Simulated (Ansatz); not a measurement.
Redistribution: C2HBrF2 + C2H3I → C2H2BrF + C2H2FI

Gas-phase species: C2HBrF2 `F/C=C(\F)Br`, singlet; C2H3I (vinyl iodide) `C=CI`, singlet; C2H2BrF `C=C(F)Br`, singlet; C2H2FI `C=C(F)I`, singlet. The partners trade F for H; both sit on C, so the bond types are kept.

Shapes, held fixed at every level: PBE0-D4/def2-TZVP. Programs: Ansatz 0.2.0. Electronic energies: no zero-point or thermal term.

(1) Estimate ΔE of this reaction.

## Answers

(1) The highest level, CCSD(T)/def2-TZVPP, gives ΔE = -21.8 kJ/mol; the levels span -25.7 to -16.6. The column of differences is taken from that level and isn't an error. No measured value is set beside it here. For atoms past krypton def2 sets carry core potentials with scalar relativity. Relativity is left out for Br. Outer-core shells of Br, I are correlated, in sets that cover them unevenly.

| level | kind | ΔE (kJ/mol) | less CCSD(T)/def2-TZVPP |
| --- | --- | --- | --- |
| HF/def2-TZVPP | Hartree–Fock | -16.6 | +5.2 |
| B3LYP-D4/def2-TZVPP | global hybrid | -24.2 | -2.4 |
| PBE0-D4/def2-TZVPP | global hybrid | -24.3 | -2.5 |
| wB97M-V/def2-TZVPP | range-separated hybrid | -25.7 | -3.9 |
| wB97X-V/def2-TZVPP | range-separated hybrid | -24.5 | -2.7 |
| CCSD/def2-TZVPP | coupled cluster or CI | -20.6 | +1.2 |
| CCSD(T)/def2-TZVPP | coupled cluster or CI | -21.8 | 0.0 |

Every level makes the redistribution exothermic, so its direction doesn't depend on the treatment of correlation. Because the bond types are conserved, the energy reflects where the substituents sit rather than a gain in C–F bond count. Fluorine leaves a CHF carbon, where it faces F and Br across the double bond, and joins iodine on a single carbon, leaving a CH2 terminus in both products. The likely driving force is relief of the vicinal repulsion between polar C–X bonds, helped by geminal stabilisation as fluorine lone pairs donate into the neighbouring C–I antibonding orbital.

Hartree–Fock gives the least negative value, and both CCSD and the triples correction move it towards the products, which suggests that correlation favours the geminal F/I arrangement. The density functionals all go beyond CCSD(T), so their close mutual agreement is no measure of their accuracy. The total energy alone can't separate the relief of vicinal repulsion from the geminal gain.
